Two-band closure behind the mass-signed moment: monolayer MoS₂ at K and K′

Conventions. SI units; π = p − qA, B along +z, [πx, πy] = iqħB, π± = πx ± iπy. Electrons have q = −e. m₀ is the free mass, μB = eħ/2m₀, and a moment μ shifts a level by −μB. Δ is half the gap.

STATEMENT

(A) Two-band result. For H = v(sσxπx + σyπy) + Δσz, s = ±1,
 H² = v²π² + Δ² − s qħv²B σz,   (1)
and both band edges carry the same moment
 μ = s sgn(Δ) qħv²/(2|Δ|).   (2)
With γ⁰ = σz, γ¹ = sσzσx, γ² = σzσy, metric (+,−,−) and ε⁰¹² = +1,
 tr(γ^μ γ^ν γ^ρ) = −2is ε^{μνρ}.   (3)

(B) Assumption. Only the two edge states at K are kept, and only the terms linear in π.

(C) First correction. Order the basis (c, v), so Δ > 0, and call K the valley with s = +1. For n = c, v define at K
 a_n = (1/2m₀) Σ_r |⟨r|p₋|n⟩|²/(E_n − E_r),  b_n = (1/2m₀) Σ_r |⟨r|p₊|n⟩|²/(E_n − E_r),
with r running over all other bands. With d = m₀v²/Δ,
 m₀/m_c = d + 1 + a_c + b_c,  m₀/m_v = −d + 1 + a_v + b_v,   (4)
 μ_n = −s μB L_n,  L_n = d + a_n − b_n.   (5)
The correction is linear in B, like (2). It splits the interband transition between the valleys,
 E(K) − E(K′) = g μB B,  g = 2[(a_c − b_c) − (a_v − b_v)],   (6)
where (2) gives g = 0.

(D) Size. For MoS₂ with typical inputs d = 1.91. An atomic-limit model of the sums gives L_c = 1.9, L_v = 3.9 and g = −4.

PROOF OF (A)

The three Pauli matrices anticommute and square to 1. The terms in H² linear in Δ therefore cancel, and the remaining cross term is sv²(σxσyπxπy + σyσxπyπx) = isv²σz[πx, πy] = −s qħv²Bσz. This is (1). At the upper edge σz → sgn Δ and E ≈ |Δ| + (v²π² − s sgn(Δ) qħv²B)/(2|Δ|). At the lower edge both σz and the sign of the root are reversed, so the term in B is unchanged, which gives (2). Further, γ⁰γ¹γ² = sσzσyσx = −is·1; anticommutation and tr γ^μ = 0 give (3). A multiple of the unit matrix is invariant under similarity transformations, so s = +1 and s = −1 are inequivalent representations. Conjugation with σy maps H(s, Δ) onto H(−s, −Δ), so only the product s sgn Δ has meaning.

WHERE THE ASSUMPTION ENTERS

The squaring needs H to be a sum of mutually anticommuting matrices times πx, πy and the constant Δ. A crystal supplies more. For a local potential without spin, expand ψ = Σ F_n(r)ψ_nK(r) in the Bloch functions at K (the Luttinger–Kohn basis). The vector potential multiplies the envelope, and for slowly varying envelopes
 H_nm = (E_n + π²/2m₀)δ_nm + (⟨n|p₊|m⟩π₋ + ⟨n|p₋|m⟩π₊)/2m₀.   (7)
The Dirac form keeps one element, H_cv = vπ₋ at s = +1, so v = ⟨c|p₊|v⟩/2m₀. It discards π²/2m₀ and every band r. The restored terms contain the unit matrix times an operator, which does not anticommute with σx, σy, σz, so squaring no longer diagonalises the problem and the edges are treated perturbatively.

PROOF OF (C)

Löwdin partitioning of (7) to second order adds Σ_r H_nr H_rn/(E_n − E_r) to the diagonal, with the order of the operators kept. Threefold symmetry at K labels each state by an angular momentum modulo 3, which p± changes by ±1. Each r then couples to n through p₊ or p₋ but not both, diagonal terms in π₊² vanish, and
 δH_n = (π² + a_n π₋π₊ + b_n π₊π₋)/2m₀.   (8)
From the commutator, π₋π₊ = π² − qħB and π₊π₋ = π² + qħB, hence
 δH_n = (1 + a_n + b_n)π²/2m₀ − (qħ/2m₀)(a_n − b_n)B.
Eliminating the partner band in the same way gives +dπ₋π₊/2m₀ for c and −dπ₊π₋/2m₀ for v. Collecting terms with q = −e yields (4) and (5) at K. Time reversal exchanges a_n and b_n at K′, which leaves the masses and reverses the moments. The transition at K moves by μB B(L_c − L_v), that at K′ by the opposite amount, and the cyclotron energies are the same in both valleys. This gives (6); d cancels. Since ⟨c|p₊|v⟩ ≠ 0, K absorbs σ⁺ light (angular momentum +ħ along z).

The masses fix the sums a_n + b_n and the moments need the differences. A zero-field dispersion therefore does not determine the moment: a term in k² does not say how it divides into π², π₋π₊ and π₊π₋.

Zero level. For q = −e and B > 0, π₋ = √(2eħB) â with [â, â†] = 1. At K the spinor (0, |0⟩) is annihilated by H_cv, and in the Dirac model it stays at −Δ for any B. With (8) it remains an eigenstate, at
 E₀(K) = −Δ + μB B(1 + 2a_v),  and likewise E₀(K′) = Δ + μB B(1 + 2b_c).   (9)
The off-diagonal second-order term κπ₊² (trigonal warping) links edge levels whose indices differ by 3; it and the fourth-order terms act only at order B².

ATOMIC LIMIT OF THE SUMS

Let n be a bound atomic state with L_z = mħ. With x± = x ± iy, p₋ = (im₀/ħ)[H, x₋], so ⟨r|p₋|n⟩ = (im₀/ħ)(E_r − E_n)⟨r|x₋|n⟩. The denominator cancels and closure gives a = −(i/2ħ)⟨p₊x₋⟩. Now p₊x₋ = (p_x x + p_y y) + iL_z. The Hermitian part of the bracket is m₀ d/dt of (x² + y²)/2 and averages to zero, leaving −iħ. The same steps hold for b, and
 a = (m − 1)/2,  b = −(m + 1)/2.   (10)
The sum a + b = −1 is the Thomas–Reiche–Kuhn rule and cancels the free-electron term, as a flat band requires. The difference a − b = m is the atomic orbital moment. The element ⟨c|p₊|v⟩ vanishes between d orbitals on one atom by parity, so in this model d is interatomic and is not counted again in (10).

SIZE IN MoS₂

Inputs. The in-plane lattice constant of the monolayer is set equal to the measured bulk one, 3.16 Å at 300 K (compiled value, arXiv, 2016). Typical two-band parameters, fitted to calculated bands, are ħv = at with t ≈ 1.10 eV and 2Δ ≈ 1.66 eV. Typical edge masses are m_c ≈ 0.45 m₀ and m_v ≈ −0.55 m₀. The edge states are mainly Mo d(z²) for c and d(x²−y²) ± i d(xy) for v.

Dirac part. ħv = 3.48 eV Å, v = 5.3 × 10⁵ m/s. With ħ²/2m₀ = 3.81 eV Å², d = (ħv)²/[2Δ(ħ²/2m₀)] = 1.91, a two-band mass of 0.52 m₀. At 10 T, μB B = 0.579 meV.

Bound from the masses. Adding the two equations (4) removes d:
 a_c + b_c + a_v + b_v = m₀/m_c + m₀/m_v − 2 = 2.22 − 1.82 − 2 = −1.6.
At least one of the four sums has magnitude 0.4 or more. Nearly equal electron and hole masses show that the remote bands cancel most of π²/2m₀, not that they are weak.

Model for the differences. About a Mo site, ⟨c|p₊|v⟩ ≠ 0 requires that m for c exceed m for v by 1 modulo 3. With m = 0 for c this selects m = +2 for v at K. Equation (10) gives a_c = b_c = −1/2, a_v = 1/2, b_v = −3/2. Model values at K and 10 T, orbital part only:

 quantity | Dirac | corrected
 L_c | 1.9 | 1.9
 L_v | 1.9 | 3.9
 shift of c edge (meV) | +1.1 | +1.1
 shift of v edge (meV) | +1.1 | +2.3
 shift of transition (meV) | 0 | −1.2
 E(K) − E(K′) (meV) | 0 | −2.3

The correction to the valence moment is 1.05 times the Dirac term. By (9) the zero level at K rises by 1.2 meV, and that at K′ stays at Δ.

Limits of the model. Pure atomic orbitals make the four sums add to −2, which is 0.4 below what the input masses require. Interatomic couplings to remote bands and sulphur p admixture account for such a gap, so L_c and L_v are uncertain by a few tenths and g holds to one figure. A velocity fitted to a dispersion also absorbs part of the remote terms; this moves d but not g. An exciton averages (5) over a region around K, whereas (6) refers to the edges.

Other terms. The spin Zeeman energy, ±0.579 meV at 10 T for a spin g-factor of 2, is half the size of the correction to the valence edge. It adds to each edge and cancels in spin-conserving transitions. A typical spin–orbit splitting of the valence edge, 2λ ≈ 0.15 eV, changes the gap by ±λ and d by about 4.5 %, equally at both edges. Non-parabolicity of the Dirac bands enters at relative order ħω_c/2Δ, with ħω_c = 2dμB B = 2.2 meV, that is 1.3 × 10⁻³. Of these terms only the remote-band sums separate the moments of the two edges at linear order in B, and they supply the whole of the model's g = −4.